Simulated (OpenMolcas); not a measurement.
**A ladder of methods for CHP (methylidynephosphane)**

CHP has 3 atoms, charge 0, and is taken as a singlet. SMILES: `C#P`. Geometry: relaxed at GFN2-xTB.

```xyz
3

C    -0.1371    0.0598   -0.0664
P     1.1492   -0.5127    0.5742
H    -1.0121    0.4528   -0.5078
```

Each level gives the vertical energy of the triplet above the singlet (eV). The values are calculated.

| level | kind | program | value (eV) | less FCI/STO-3G |
| --- | --- | --- | --- | --- |
| HF/STO-3G, open shells restricted | Hartree–Fock | OpenMolcas | 2.95 | -1.12 |
| SVWN5/STO-3G | LDA | OpenMolcas | 4.94 | +0.87 |
| r2SCAN/STO-3G | meta-GGA | OpenMolcas | 4.37 | +0.30 |
| M06-2X/STO-3G | hybrid meta-GGA | OpenMolcas | 4.45 | +0.38 |
| PBE0/STO-3G | global hybrid | OpenMolcas | 4.27 | +0.20 |
| CASSCF(4,4)/STO-3G | multireference | OpenMolcas | 4.01 | -0.06 |
| SC-NEVPT2(4,4)/STO-3G | multireference | OpenMolcas | 4.12 | +0.05 |
| CCSD(T)/STO-3G, open shells restricted | coupled cluster or CI | OpenMolcas | 3.98 | -0.09 |
| FCI/STO-3G, open shells restricted | exact in the basis | OpenMolcas | 4.07 | 0.00 |

FCI/STO-3G, open shells restricted is exact within its basis and frozen core, so for wave-function methods in that basis the difference is their error; functionals converge differently with the basis, so for them it is only a difference. The values span 2.95 to 4.94 eV. All rows use very small basis sets, so even the best lies far from the true value.

Hartree–Fock places the triplet far too low, while the correlated wave-function methods all lie within 0.09 eV of the exact result in this basis. The lowest triplet of a C≡P triple bond is a π→π* state, so the excitation unpairs two electrons that share a π bond in the singlet. Exchange already keeps the parallel spins apart in the triplet, whereas the paired π electrons of the singlet depend on correlation to avoid each other. Leaving it out therefore penalises the singlet more and shrinks the gap.

CASSCF(4,4) removes nearly all of this error, which suggests that the missing correlation sits mainly within the π/π* space. CCSD(T) does about as well, so the singlet is evidently not too multiconfigurational for a single-reference treatment. The small differences among these methods don't establish a general ranking.

The functionals all give larger gaps than FCI, with LDA the furthest away. Because the gaps are vertical, they don't show how much the triplet would gain by bending and stretching its weakened C–P bond.
